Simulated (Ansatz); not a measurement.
Ligand exchange: GaH(CH3)2 + C2H9BN2 → GaH(CH3)(NH2) + C3H10BN

Species: GaH(CH3)2, singlet; C2H9BN2 `CN(C)BN`, singlet; GaH(CH3)(NH2), singlet; C3H10BN `CBN(C)C`, singlet. The partners trade CH3 for NH2: Ga–CH3 and B–NH2 bonds give way to Ga–NH2 and B–CH3.

Shapes, held fixed at every level: PBE0-D4/def2-TZVP. Flexible molecules stand in one conformer, not always the lowest. Programs: Ansatz 0.2.0. Electronic energies: no zero-point or thermal term.

| level | kind | ΔE (kJ/mol) | less CCSD(T)/def2-TZVPP |
| --- | --- | --- | --- |
| PBE-D4/def2-TZVPP | GGA | +22.2 | +3.9 |
| B3LYP-D4/def2-TZVPP | global hybrid | +23.4 | +5.1 |
| PBE0-D4/def2-TZVPP | global hybrid | +24.6 | +6.3 |
| r2SCAN0-D4/def2-TZVPP | global hybrid | +24.2 | +5.9 |
| MP2/def2-TZVPP | perturbation theory | +19.3 | +1.0 |
| CCSD(T)/def2-SVP | coupled cluster or CI | +16.3 | -2.0 |
| CCSD/def2-SVP | coupled cluster or CI | +18.2 | -0.1 |
| CCSD(T)/def2-TZVPP | coupled cluster or CI | +18.3 | 0.0 |

The highest level, CCSD(T)/def2-TZVPP, gives ΔE = +18.3 kJ/mol; the levels span +16.3 to +24.6. The column of differences is taken from that level and isn't an error. No measured value is set beside it here. Relativity is left out for Ga unless named. Correlated rows may include outer-core shells of Ga, which these sets cover unevenly.

Every level makes the exchange uphill, with +18.3 kJ/mol at the highest, so in these monomers the amino group favours boron over gallium, relative to methyl. The likely main reason is π donation: the nitrogen lone pair overlaps well with the compact, empty 2p orbital of boron across a short bond, but poorly with the more diffuse 4p orbital of gallium. The dimethylamino group that stays on boron already donates into the same orbital, which probably weakens the preference; a boron centre without that second donor should hold NH2 more strongly.

The density functionals all put the cost above the coupled-cluster values, but their spread leaves the direction untouched. The near-perfect match of CCSD/def2-SVP with the highest level is fortuitous: triples lower the energy in the small basis, while enlarging the basis raises the CCSD(T) value by a similar amount. The preference needn't carry over to condensed phases, where aminogallanes tend to associate through Ga–N–Ga bridges that would offset the weak π bonding.
